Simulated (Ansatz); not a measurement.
# SnPt3: the change of energy less free atoms and pressure with volume scale

All results are calculated (Ansatz 0.2.0). Periodic Kohn-Sham DFT of a crystal at fixed atoms, scaled to volume_scale times the given cell; pressure positive in compression, energy less spherical unpolarised free atoms, largest_vzz the field gradient of largest size among the nuclei.

The cell before it is scaled or strained (space group Pm-3m, No. 221):
```
CELL_PARAMETERS angstrom
4.00000 0.00000 0.00000
0.00000 4.00000 0.00000
0.00000 0.00000 4.00000
ATOMIC_POSITIONS crystal
Sn 0.00000 0.00000 0.00000
Pt 0.00000 0.50000 0.50000
Pt 0.50000 0.00000 0.50000
Pt 0.50000 0.50000 0.00000
```

Settings of every row: method all-electron LAPW; functional LDA; relativity scalar; k mesh 8x8x8; filling fermi-dirac; smearing width 0.05 eV; basis error target 0.5 meV/atom; nucleus gaussian.

Atom start moment: 0 on all atoms.

Limits: no spin-orbit coupling on heavy atoms.

| row | volume scale | V (Å³/atom) | energy less free atoms (eV/atom) | pressure (GPa) |
| --- | --- | --- | --- | --- |
| 1 | 0.94 | 15.04 | -7.1408 | 12.914 |
| 2 | 0.96 | 15.36 | -7.1603 | 6.696 |
| 3 | 0.98 | 15.68 | -7.168 | 1.223 |
| 4 | 0.99 | 15.84 | -7.168 | -1.261 |
| 5 | 1 | 16 | -7.1656 | -3.591 |
| 6 | 1.01 | 16.16 | -7.1609 | -5.774 |
| 7 | 1.02 | 16.32 | -7.1541 | -7.819 |
| 8 | 1.04 | 16.64 | -7.1347 | -11.529 |
| 9 | 1.06 | 16.96 | ? | ? |

Question: what energy less free atoms and pressure should row 9 give?

Worked fit of energy less free atoms. Take u = (V_r/V)^(2/3) − 1 with V_r = 15.92 Å³ an atom, which is twice the finite (Eulerian) strain; such expansions in the strain, on which the Birch-Murnaghan equation of state is built, carry the rest volume and the bulk modulus. The shown rows have u = 0.03864, 0.02416, 0.01018, 0.00336, -0.00334, -0.00993, -0.01641, -0.02906. Least squares give energy less free atoms = −7.16709 − 0.3641 × u + 26.333 × u² + 17.8 × u³ eV/atom; a parabola predicts inner rows, each left out in turn, worse (root mean square 0.00018 against 4.8e-05 eV/atom). All shown rows lie on it to the printed digit. Its lowest point lies at u = 0.0069, or V = 15.76 Å³ an atom, and the curvature there gives the bulk modulus at fixed shape and fractions, B = (4/9)(1 + u)² E″(u)/V = 245 GPa. The withheld row has u = -0.04131, so the fit gives −7.16709 − 0.3641 × (-0.04131) + 26.333 × (-0.04131)² + 17.8 × (-0.04131)³ = -7.1084 eV/atom.

The calculation gave -7.1084 eV/atom. The fit meets it to the printed digit. This row lies beyond the range of the fit.

Worked fit of pressure. Take u = (V_r/V)^(2/3) − 1 with V_r = 15.92 Å³ an atom, which is twice the finite (Eulerian) strain; such expansions in the strain, on which the Birch-Murnaghan equation of state is built, carry the rest volume and the bulk modulus. The shown rows have u = 0.03864, 0.02416, 0.01018, 0.00336, -0.00334, -0.00993, -0.01641, -0.02906. Least squares give pressure = −2.4438 + 347.544 × u + 1240.15 × u² + 1338 × u³ GPa; a parabola predicts inner rows, each left out in turn, worse (root mean square 0.013 against 0.00097 GPa). The rows lie off it by 0.000, 0.000, -0.001, 0.001, 0.000, 0.000, 0.000, 0.000. The pressure vanishes at u = 0.0069, or V = 15.76 Å³ an atom, and there the bulk modulus at fixed shape and fractions is B = −V dP/dV = (2/3)(1 + u) dP/du = 245 GPa. The withheld row has u = -0.04131, so the fit gives −2.4438 + 347.544 × (-0.04131) + 1240.15 × (-0.04131)² + 1338 × (-0.04131)³ = -14.779 GPa.

The calculation gave -14.777 GPa. The fit lies 0.002 GPa (0.0072 % of the column's range) below it; its largest miss of a shown row is 0.001 GPa. This row lies beyond the range of the fit.
